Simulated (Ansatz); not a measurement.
## YSi₂Ir₂: energy above lowest point and pressure against volume scale

Free energy against uniform scaling of the volume at fixed shape and fractions; periodic cell, basis, potentials, k mesh and filling as listed. The results are calculated, by Ansatz 0.2.0.

The cell before it is scaled or strained (space group P4/nmm, No. 129):
```
cell vectors (Å)
   4.0855     0.0000     0.0000
   0.0000     4.0855     0.0000
   0.0000     0.0000     9.7523
atoms (fractions of the cell vectors)
Y   0.50000  0.00000  0.25200
Y   0.00000  0.50000  0.74800
Si  0.00000  0.00000  0.50000
Si  0.50000  0.50000  0.50000
Si  0.50000  0.00000  0.86700
Si  0.00000  0.50000  0.13300
Ir  0.00000  0.00000  0.00000
Ir  0.50000  0.50000  0.00000
Ir  0.50000  0.00000  0.62600
Ir  0.00000  0.50000  0.37400
```

Settings of every row: functional LDA; dispersion none; potentials PAW; wave cutoff 470 eV; density cutoff 1880 eV; k mesh 7x7x3; k shift 0x0x0; occupations cold; smearing width 0.1 eV; spin none.

Limits: coarse k mesh, up to 40 meV an atom off; no spin-orbit coupling, which can matter with elements this heavy.

| row | volume scale | V (Å³/atom) | energy above lowest point (meV/atom) | pressure (GPa) |
| --- | --- | --- | --- | --- |
| 1 | 0.9406 | 15.311 | 21.8 | 10.78 |
| 2 | 0.9703 | 15.794 | ? | ? |
| 3 | 1 | 16.278 | 0 | -2.82 |
| 4 | 1.0297 | 16.761 | 16.7 | -8.12 |
| 5 | 1.0594 | 17.245 | 48.2 | -12.6 |

Question: what energy above lowest point and pressure should row 2 give?

Worked fit of energy above lowest point. Take u = (V_r/V)^(2/3) − 1 with V_r = 16.52 Å³ an atom, which is twice the finite (Eulerian) strain; such expansions in the strain, on which the Birch-Murnaghan equation of state is built, carry the rest volume and the bulk modulus. The shown rows have u = 0.05197, 0.00989, -0.00961, -0.02823. Least squares give energy above lowest point = 6.35 − 856.7 × u + 22202 × u² meV/atom; a straight line predicts inner rows, each left out in turn, worse (root mean square 22 against 0.14 meV/atom). The rows lie off it by 0.0, 0.0, 0.1, 0.0. Its lowest point lies at u = 0.0193, or V = 16.05 Å³ an atom, and the curvature there gives the bulk modulus at fixed shape and fractions, B = (4/9)(1 + u)² E″(u)/V = 205 GPa. Letting shape and atoms relax would as a rule lower it, by much in layered, chain or molecular crystals. The withheld row has u = 0.03041, so the fit gives 6.35 − 856.7 × (0.03041) + 22202 × (0.03041)² = 0.8 meV/atom.

The calculation gave 0.6 meV/atom. The fit lies 0.2 meV/atom (33 % of the value, 0.41 % of the column's range) above it; its largest miss of a shown row is 0.1 meV/atom.

Worked fit of pressure. Take u = (V_r/V)^(2/3) − 1 with V_r = 16.52 Å³ an atom, which is twice the finite (Eulerian) strain; such expansions in the strain, on which the Birch-Murnaghan equation of state is built, carry the rest volume and the bulk modulus. The shown rows have u = 0.05197, 0.00989, -0.00961, -0.02823. Least squares give pressure = −5.587 + 271.8 × u + 829.9 × u² GPa; a straight line predicts inner rows, each left out in turn, worse (root mean square 0.81 against 0.0056 GPa). All shown rows lie on it to the printed digit. The pressure vanishes at u = 0.0194, or V = 16.05 Å³ an atom, and there the bulk modulus at fixed shape and fractions is B = −V dP/dV = (2/3)(1 + u) dP/du = 207 GPa. Letting shape and atoms relax would as a rule lower it, by much in layered, chain or molecular crystals. The withheld row has u = 0.03041, so the fit gives −5.587 + 271.8 × (0.03041) + 829.9 × (0.03041)² = 3.45 GPa.

The calculation gave 3.42 GPa. The fit lies 0.03 GPa (0.13 % of the column's range) above it; its largest miss of a shown row is 0.00 GPa.
